## Question

One fluorine atom on a saturated carbon gives a molecule a dipole moment of about 2 debye. Polar bonds that oppose one another can bring a molecule down to a few tenths. The table below lists eight molecules by letter, each with the moment computed by GFN0-xTB, a fast semi-empirical method, at a fixed PBE0-D4/def2-TZVP geometry. The dipole error is the computed value less the measured one, so the measured moment is the dipole moment in the table less the error.

Dipole moments of neutral singlet molecules, computed with GFN0-xTB in xtb 6.7.1 without a solvent model, at fixed PBE0-D4/def2-TZVP geometries. The dipole error is the computed moment minus the measured one. Candidates: P, FCF, C[SiH2]C, CC(F)(F)F, [SiH3]Cl, FC(F)(F)Cl, C=CF, CCF.

```tsv
row	dipole moment (debye)	dipole error (debye)
A	2.37	0.41
B	1.36	0.61
C	1.48	0.05
D	0.03	-0.55
E	0.68	-0.64
F	2.34	0.37
G	2.54	0.22
H	0.19	-0.31
```

The candidates are written as strings in which hydrogen on carbon and on phosphorus is left out. They are chlorosilane, chlorotrifluoromethane, difluoromethane, dimethylsilane, fluoroethane, fluoroethene, phosphine and 1,1,1-trifluoroethane. Assign the letters, and say which assignments are sure and which are open.

Four other molecules may serve as guides. Fluoromethane, CH₃F, has a measured moment of 1.85 debye and a computed one of 2.19. For CHCl₂F the two values are 1.29 and 1.60 debye.

For 1,1-difluoroethene, CF₂=CH₂, the measured moment is 1.38 debye and the computed one 0.67. For methylgermane, CH₃GeH₃, they are 0.64 and 1.33. The computed dipole of methylgermane has its negative end at the GeH₃ group.

## Model answer

**The three large moments.** Let each halogen that replaces a hydrogen of methane add a fixed moment along its bond, and let these moments add as vectors. Methane has no dipole, so the moment of CH₃F is that of one fluorine, $m_\mathrm{F}$. Two fluorines at the tetrahedral angle then give

$$\mu(\mathrm{CH_2F_2}) = \frac{2}{\sqrt{3}}\,m_\mathrm{F} = 1.155 \times 1.85\ \text{debye} = 2.14\ \text{debye}.$$

Four equal tetrahedral vectors cancel, so the three fluorines of a CF₃ group together are worth just one. Trifluoroethane and fluoroethane should therefore both lie near fluoromethane. Only A, F and G have measured moments as large as that, so these three letters belong to the three fluoroalkanes.

**Which of them is G?** The guide CHCl₂F shows where fixed moments fail. With $m_\mathrm{Cl}$ for the moment of one chlorine, vector addition gives

$$\mu^2 = m_\mathrm{F}^2 - \tfrac{4}{3}\,m_\mathrm{F}m_\mathrm{Cl} + \tfrac{4}{3}\,m_\mathrm{Cl}^2 .$$

Whatever value $m_\mathrm{Cl}$ has, this never falls below $\sqrt{2/3}\,m_\mathrm{F}$, or 1.51 debye, yet the measured moment is 1.29. Halogens on one carbon thus weaken each other. The usual explanation is induction: the field of each polar bond shifts the electrons of its neighbour against the neighbour's own moment. Difluoromethane should then stay below its vector sum of 2.14 debye, which rules it out for G at 2.32.

Induction also helps to choose between the other two. In trifluoroethane the methyl group sits on the axis of the CF₃ dipole, where the dipole's field is strong and parallel to the dipole itself. The methyl group is polarised in the same direction and adds to the total. In fluoroethane it sits to the side of the C–F bond, where this reinforcement is weaker. Against this, the three fluorines weaken one another, so G is probably but not surely trifluoroethane. A and F are too close in both columns to be told apart.

**The silane among the small moments.** Dimethylsilane has two methyl groups at roughly the tetrahedral angle on silicon. If methylgermane stands in for methylsilane, the factor 1.155 predicts a measured moment of 0.74 debye and a computed one of 1.54. B, with 0.75 and 1.36, fits this pattern of a small moment that the method makes far too large. B is dimethylsilane, and this assignment is fairly sure.

**D and H.** Phosphine and chlorotrifluoromethane remain for the two smallest moments. Phosphorus and hydrogen attract electrons almost equally, so the bonds of phosphine are only weakly polar, though its lone pair may add to the moment. In chlorotrifluoromethane the CF₃ group is worth one fluorine and opposes a chlorine of nearly equal moment. Both molecules should have small dipoles, but neither argument is fine enough to say which is smaller.

**C and E.** For fluoroethene and chlorosilane the clues conflict. In CF₂=CH₂ the parts of the two C–F moments across the double bond cancel, and the parts along it add. If the dipole of fluoroethene lies along its C–F bond, at 57° to the double bond, the measured moment of the guide implies

$$\mu(\mathrm{C_2H_3F}) = \frac{1.38\ \text{debye}}{2\cos 57^\circ} \approx 1.27\ \text{debye}.$$

The same step with the computed moment gives 0.62 debye. Both values point to E.

Methylgermane suggests the opposite. Its computed moment may be too large because the method puts too much negative charge on hydrogen bound to germanium. If hydrogen on silicon is treated in the same way, it will counteract the negative chlorine in chlorosilane and make that moment too small. Chlorosilane would then be E. Since each clue rests on an untested assumption, the pair stays open.

**Verdict.** B is fairly sure and G is probable. The pairs A/F, D/H and C/E are each narrowed to two molecules but not resolved.

## The labels

The rows with their labels:

```tsv
system	measured dipole moment (debye)	dipole moment (debye)	dipole error (debye)
FC(F)(F)Cl	0.5	0.19	-0.31
P	0.58	0.03	-0.55
[CH3][GeH3]	0.64	1.33	0.69
C[SiH2]C	0.75	1.36	0.61
FP(F)F	1.03	1.42	0.39
FC(Cl)Cl	1.29	1.60	0.31
[SiH3]Cl	1.31	0.68	-0.64
N#CC(F)(F)F	1.33	2.62	1.29
C=C(F)F	1.38	0.67	-0.71
C=CF	1.43	1.48	0.05
CF	1.85	2.19	0.34
CCF	1.96	2.37	0.41
FCF	1.97	2.34	0.37
CC(F)(F)F	2.32	2.54	0.22
```

A is fluoroethane, B dimethylsilane, C fluoroethene and D phosphine. E is chlorosilane, F difluoromethane, G trifluoroethane and H chlorotrifluoromethane.

## Remarks on the reasoning

Both single assignments were right. No constant was fitted: fluoromethane set the scale for the fluoroalkanes, and the vector sum for difluoromethane used none of that molecule's own data. Difluoromethane lies below this sum by 8 % in the measured values and 7 % in the computed ones, as mutual weakening requires. In the measured values trifluoroethane exceeds fluoromethane by 0.47 debye, whereas fluoroethane exceeds fluoromethane by only 0.11. This agrees with the argument about the place of the methyl group.

The instructive trap is fluoroethene. A candidate who trusted the vector calculation would have called it E, with support from both columns, and would have been wrong. For the computed moments, the addition was not the main fault. That lay in assuming that the dipole points along the C–F bond. For the measured moments the guess was only 0.16 debye too low, and part of this may come from the two fluorines weakening each other.

In the computed result the dipole of fluoroethene makes an angle of 74° with the double bond, against 57° for the C–F bond. Such a turn is what donation from fluorine into the double bond would produce. A lone pair of fluorine pushes electrons towards the far carbon, so the CH₂ end becomes less positive. This would reduce the part of the dipole along the double bond more than the part across it, because the charge moves mainly along the bond. An error in the method's charges could turn the dipole in the same way. The computed charges are −0.41 on the CH₂ carbon, 0.20 on the carbon that bears fluorine and −0.23 on fluorine. A negative far carbon fits donation, but carbon bound to hydrogen is often negative without it. Since these charges come from the method under test, they can't show whether it describes the shift correctly. Charges or an electron density from a more accurate method would be needed to decide between the two causes.

Whatever its cause, the second fluorine brings the turn into the open. In CF₂=CH₂ the parts across the double bond cancel, and only the reduced parts along it survive. Adding the computed dipole of fluoroethene to its mirror image gives

$$2 \times 1.48\ \text{debye} \times \cos 74^\circ \approx 0.81\ \text{debye},$$

close to the 0.67 debye computed for CF₂=CH₂. One turned dipole thus accounts for most of the low value.

The measured pair can be read in the same way. If the real moments add too, 1.43 debye for fluoroethene and 1.38 for CF₂=CH₂ require an angle of about 61°. The method would then turn the dipole too far while giving it nearly the right length. On this reading, the error of only 0.05 debye for fluoroethene hides a poor direction, which shows up in CF₂=CH₂ as an error of −0.71. The conclusion is an inference from magnitudes, since the measured values carry no direction. The computed moments also leave out the vibration of the atoms, which the measured ones include, so an error as small as 0.05 debye means little by itself.

The guess about hydrogen on silicon and germanium pointed the right way. It was drawn from methylgermane, and it also fits the signs of two further errors: dimethylsilane comes out too large, chlorosilane too small. Agreement in sign doesn't prove the cause. To test it, one could compare the method's atomic charges with those from a more accurate calculation.

Cancellation also makes the largest error weigh more heavily. In trifluoroacetonitrile, CF₃CN, the nitrile and CF₃ groups pull electrons in opposite directions, and the total is a difference of two large moments. An error in either group passes undiminished into this smaller total, where it counts for more. The method gives 2.62 debye where 1.33 is measured, so the two groups seem to cancel too little in it. The computed dipole has its negative end at nitrogen, so the nitrile group prevails. In trifluoroethane the method makes the moment slightly too large, and a like error in the CF₃ group would lower the total here. The fault therefore lies more probably with the nitrile group, or with the way the two groups act on each other.

Several of these molecules are used in making electronic devices: phosphine as a source of dopant, fluoromethanes as etch gases and chlorosilanes as precursors. Over the whole table the computed moments miss the measured ones by about half a debye on average, nearly the entire moment of phosphine. This level is therefore a poor basis for judging how strongly such gases are attracted to a polar surface at long range. The dipole moments say nothing about how the gases react there.
